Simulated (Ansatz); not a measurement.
**Sn (I4_1/amd), a film clamped to a substrate**

Theory: DFT PBEsol, scalar-relativistic, plane waves, PAW (Ansatz). Cutoff 420 eV, Γ-centred 22×22×22 k-points, Gaussian smearing of 0.15 eV. No spin polarisation. Energies are free energies at this smearing, counted from the undisturbed cell; pressure is positive in compression.

The starting cell (relaxed at this level):

```xyz
2
Lattice="-2.9099 2.9099 1.5870 2.9099 -2.9099 1.5870 2.9099 2.9099 -1.5870" Properties=species:S:1:pos:R:3 pbc="T T T"
Sn    0.0000    2.9099    0.7935
Sn    0.0000    0.0000    0.0000
```

The cell (2 atoms, V0 = 53.75 Å³) is strained by p along both x and y and by q along z, fractional coordinates fixed. τp = (1/V0) ∂E/∂p = (σxx + σyy)(1 + p)(1 + q) and τq = (1/V0) ∂E/∂q = σzz(1 + p)², with tension positive.

| p | q | ΔE (meV/atom) | τp (GPa) | τq (GPa) |
| --- | --- | --- | --- | --- |
| 0.000 | 0.000 | 0.00 | -0.48 | 0.43 |
| -0.050 | 0.000 | 72.42 | -18.19 | -3.69 |
| 0.050 | 0.000 | 45.20 | 10.18 | 3.30 |
| 0.000 | -0.050 | 21.36 | -3.96 | -6.09 |
| 0.000 | 0.050 | 19.81 | 2.79 | 3.85 |

Get the second derivatives of the energy density.

Central differences give A = ∂τp/∂p = 284 GPa (C11 + C22 + 2 C12), C = ∂τq/∂q = 99 GPa (C33) and the cross term B = ∂τq/∂p = 70 GPa (C13 + C23); ∂τp/∂q = 68 GPa must equal B, and any difference shows higher-order terms. Steps this large leave an error of some per cent of A or C in all of these, which can swamp a small B. The ions are clamped.

A film of this crystal grows with z along the normal on a substrate that imposes p. How does its thickness respond, and what does the misfit cost?

Count p and q from the stress-free cell. A free surface needs τq = 0, so q = −(B/C) p = -0.70 p. The energy density left is (A − B²/C) p²/2 = M p², with the biaxial modulus M = 117 GPa; a misfit of 1 % costs 1.97 meV/atom, against 2.38 meV/atom if the thickness were held.

In a metal these slopes depend on the k mesh and the smearing.

The film thins under in-plane tension, but far too little to conserve volume, so relaxing its thickness recovers only a modest part of the misfit energy. The larger value of A than of C doesn't show that bonds in the plane are stiffer than those along z, because A strains two axes together and includes their mutual coupling.

Clamping the ions costs nothing here: both atoms of β-tin sit on sites fixed by symmetry, and equal strain along x and y with any strain along z preserves that symmetry. The moduli are therefore also the relaxed-ion ones for this deformation. Unequal in-plane strains would allow the two sublattices to shift along z.

Compression in the plane costs 72.42 meV/atom against 45.20 in tension, as expected when short-range repulsion steepens and bonding weakens with distance. The harmonic M thus probably underestimates the cost of large compressive misfits and overestimates that of tensile ones. Along z the energies look almost symmetric, partly because the residual stress of the starting cell offsets the same anharmonicity, which the stresses show clearly.
